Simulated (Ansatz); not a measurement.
## From the elastic tensor of Cu at 5 GPa (stress–strain coefficients) to moduli and sound speeds

Method: DFT LDA, scalar-relativistic, plane waves, PAW (Ansatz 0.2.0). Cutoff 420 eV, 18×18×10 k-points (Γ-centred), Fermi-Dirac smearing of 0.15 eV. No spin polarisation.

Symmetry: P6_3/mmc, No. 194, hexagonal system. Conventional cell: a = 2.464 Å, b = 2.464 Å, c = 4.042 Å, α = 90.00°, β = 90.00°, γ = 120.00°. Cu (site symmetry -6m2) is surrounded by 12 Cu at 2.46 to 2.47 Å.

In a metal, frequencies and elastic constants depend on the k mesh and the smearing, soft modes and shear constants most. Other phases may be more stable at this pressure.

Relaxed-ion constants (GPa, on the Cartesian axes of the calculation):
C11 = 309.8, C12 = 191.9, C13 = 135.0, C22 = 309.8, C23 = 135.0, C33 = 362.4, C44 = 53.8, C55 = 53.8, C66 = 59.0 GPa; the others vanish.

Density 9.925 g/cm³; 2 atoms in 21.26 Å³.

The values that follow are for a polycrystal of randomly turned grains, by Hill's mean where one number stands.

With S = C⁻¹: B_V = (C11+C22+C33+2(C12+C13+C23))/9, G_V = (C11+C22+C33−C12−C13−C23+3(C44+C55+C66))/15, 1/B_R = S11+S22+S33+2(S12+S13+S23), 15/G_R = 4(S11+S22+S33−S12−S13−S23)+3(S44+S55+S66); Hill is their mean. Then v_l = √((B+4G/3)/ρ), v_t = √(G/ρ), v_m = [(2/v_t³+1/v_l³)/3]^(−1/3) and Θ = (ħ/k_B)·v_m·(6π²n/V)^(1/3) for n atoms in the volume V; E = 9BG/(3B+G), ν = (3B−2G)/(2(3B+G)) and A^U = 5G_V/G_R + B_V/B_R − 6.

```
Bulk modulus, Voigt / Reuss / Hill          : 211.8 / 211.8 / 211.8 GPa
Shear modulus, Voigt / Reuss / Hill         : 68.0 / 62.6 / 65.3 GPa
Young's modulus                             : 178 GPa
Poisson ratio                               : 0.360
Pugh ratio B/G                              : 3.24
Universal anisotropy index                  : 0.43
Longitudinal and transverse sound speeds    : 5487 and 2565 m/s
Debye temperature from the mean sound speed : 391 K
```

This form isn't the element's structure at ambient conditions.

Cost: 1 run of about 3.4 core-minutes, on AMD EPYC 9R45 (Zen 5) (shared hosts).

The lattice resists compression far more than shear, as expected for copper: the filled d shells repel on compression, while the delocalised s electrons give little directional resistance to shear. C12 and C13 lie well above C66 and C44 respectively, so central pair forces alone cannot describe the bonding, and the volume-dependent energy of the electron gas probably accounts for much of the difference.

The coinciding Voigt and Reuss bulk moduli mean that the linear compressibility is nearly the same along a and c, so c/a should barely change under small further compression. The anisotropy is therefore one of shear: C44 and C66 are similar, but changing c/a at constant volume is much stiffer than either.

Both density and bulk modulus are high for close-packed copper at this pressure, most likely because LDA overbinds. The constants satisfy the elastic stability criteria for small homogeneous strains, which doesn't exclude phonon instabilities at finite wavevector. The large B/G is compatible with ductility but doesn't establish it, since slip in a hexagonal crystal also depends on the available slip systems.
